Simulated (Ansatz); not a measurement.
Relative energies of WN2H4O2 isomers

2 of its isomers, all singlets with charge 0: A = `[NH]=[W](=[NH])([OH])[OH]`; B = `[NH2][W]([NH2])(=[O])=[O]`.

Shapes, held fixed at every level: PBE0-D4/def2-TZVP. Flexible molecules stand in one conformer, not always the lowest. Programs: Ansatz 0.2.0.

Electronic energies in kJ/mol, without zero-point or thermal terms.

Question: Which isomer should be the most stable, and roughly by how much?

Answer: B < A in rising energy, over a span of 111 kJ/mol, by CCSD(T)/def2-TZVPP. All levels agree on that. The B − A difference spans -132.3 to -97.9 kJ/mol over the levels. T1 is large for W(NH2)2O2 (0.022), so single-reference values are less sure there. For atoms past krypton def2 sets carry core potentials with scalar relativity. Outer-core shells of W are correlated in most correlated rows, in sets that cover them unevenly.

```tsv
level	kind	B − A
HF/def2-TZVPP	Hartree–Fock	-97.9
SPW92/def2-TZVPP	LDA	-114.8
wB97X-V/def2-TZVPP	range-separated hybrid	-120.8
B2PLYP/def2-TZVPP	double hybrid	-122.4
MP2/def2-SVP	perturbation theory	-132.3
CCSD(T)/def2-SVP	coupled cluster or CI	-116.2
CCSD/def2-TZVPP	coupled cluster or CI	-104.7
CCSD(T)/def2-TZVPP	coupled cluster or CI	-110.6
```

The dioxo diamide W(NH2)2O2 lies well below its bis(imido) dihydroxide tautomer, and the preference is already present at Hartree–Fock level, so it does not depend on electron correlation. Both isomers are formally d0 W(VI) with the same set of ligand atoms, so the energy difference mainly reflects where the protons sit. Imido nitrogen is generally more basic than terminal oxo, which favours N–H over O–H bonds and leaves oxygen free to form strong W–O multiple bonds. Donation from the amide lone pairs into empty tungsten d orbitals probably helps as well, offsetting part of the loss of W–N multiple bonding.

Correlation strengthens the preference: it grows from Hartree–Fock to CCSD and again with perturbative triples, which suggests somewhat larger correlation stabilisation in the dioxo form. MP2 exaggerates this effect relative to CCSD(T) in the same basis. The mixed oxo–imido tautomer, reached by moving only one proton, is missing from the comparison, so the dioxo diamide is not established as the global minimum.
